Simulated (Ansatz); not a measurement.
BaTiO3: the change of largest V_zz and pressure with volume scale

Results calculated with Ansatz 0.2.0, not measured. Periodic Kohn-Sham DFT of a crystal at fixed atoms, scaled to volume_scale times the given cell; pressure positive in compression, energy less spherical unpolarised free atoms, largest_vzz the field gradient of largest size among the nuclei.

The cell before it is scaled or strained (space group P4/mmm, No. 123):
```
CELL_PARAMETERS angstrom
3.99980 0.00000 0.00000
0.00000 3.99980 0.00000
0.00000 0.00000 4.01800
ATOMIC_POSITIONS crystal
Ba 0.00000 0.00000 0.00000
Ti 0.50000 0.50000 0.50000
O 0.50000 0.50000 0.00000
O 0.50000 0.00000 0.50000
O 0.00000 0.50000 0.50000
```

Settings of every row: method frozen-core PAW; functional PBEsol; relativity scalar; k mesh 7x7x7; filling fermi-dirac; smearing width 0.03 eV; wave cutoff 420 eV; paw set soft_2.

Atom start moment: 0 on all atoms.

Limits: PAW files made with PBE; field gradient without spin-orbit coupling on heavy atoms; no spin-orbit coupling on heavy atoms.

```
row  volume scale  V (Å³/atom)  largest V_zz (1e21 V/m^2)  pressure (GPa)
  1          0.94       12.085                      1.993           6.785
  2          0.96       12.342                      2.179           2.556
  3          0.98       12.599                      2.358          -1.219
  4          0.99       12.728                          ?               ?
  5             1       12.856                      2.529          -4.588
  6          1.01       12.985                      2.619          -6.137
  7          1.02       13.113                        2.7            -7.6
  8          1.04       13.371                      2.863         -10.287
  9          1.06       13.628                      3.018         -12.682
```

Question: what largest V_zz and pressure should row 4 give?

Worked fit of largest V_zz. Take t = volume scale − 1. The shown rows have t = -0.06, -0.04, -0.02, 0, 0.01, 0.02, 0.04, 0.06. Least squares give largest V_zz = 2.5319 + 8.547 × t − 7.25 × t² 1e21 V/m^2; a straight line predicts inner rows, each left out in turn, worse (root mean square 0.0082 against 0.0021 1e21 V/m^2). The rows lie off it by 0.000, 0.001, 0.000, -0.003, 0.002, 0.000, 0.001, -0.001. The withheld row has t = -0.01, so the fit gives 2.5319 + 8.547 × (-0.01) − 7.25 × (-0.01)² = 2.446 1e21 V/m^2.

The calculation gave 2.443 1e21 V/m^2. The fit lies 0.003 1e21 V/m^2 (0.29 % of the column's range) above it; its largest miss of a shown row is 0.003 1e21 V/m^2.

Worked fit of pressure. Take u = (V_r/V)^(2/3) − 1 with V_r = 12.921 Å³ an atom, which is twice the finite (Eulerian) strain; such expansions in the strain, on which the Birch-Murnaghan equation of state is built, carry the rest volume and the bulk modulus. The shown rows have u = 0.0456, 0.03104, 0.01697, 0.00337, -0.00329, -0.00979, -0.02256, -0.03489. Least squares give pressure = −5.3814 + 233.092 × u + 707.68 × u² + 694 × u³ GPa; a parabola predicts inner rows, each left out in turn, worse (root mean square 0.012 against 0.0032 GPa). The rows lie off it by 0.000, 0.000, 0.000, 0.000, 0.004, -0.004, 0.001, 0.000. The pressure vanishes at u = 0.0216, or V = 12.51 Å³ an atom, and there the bulk modulus at fixed shape and fractions is B = −V dP/dV = (2/3)(1 + u) dP/du = 180 GPa. Letting shape and atoms relax would as a rule lower it, by much in layered, chain or molecular crystals. The withheld row has u = 0.01008, so the fit gives −5.3814 + 233.092 × (0.01008) + 707.68 × (0.01008)² + 694 × (0.01008)³ = -2.959 GPa.

The calculation gave -2.95 GPa. The fit lies 0.009 GPa (0.046 % of the column's range) below it; its largest miss of a shown row is 0.004 GPa.
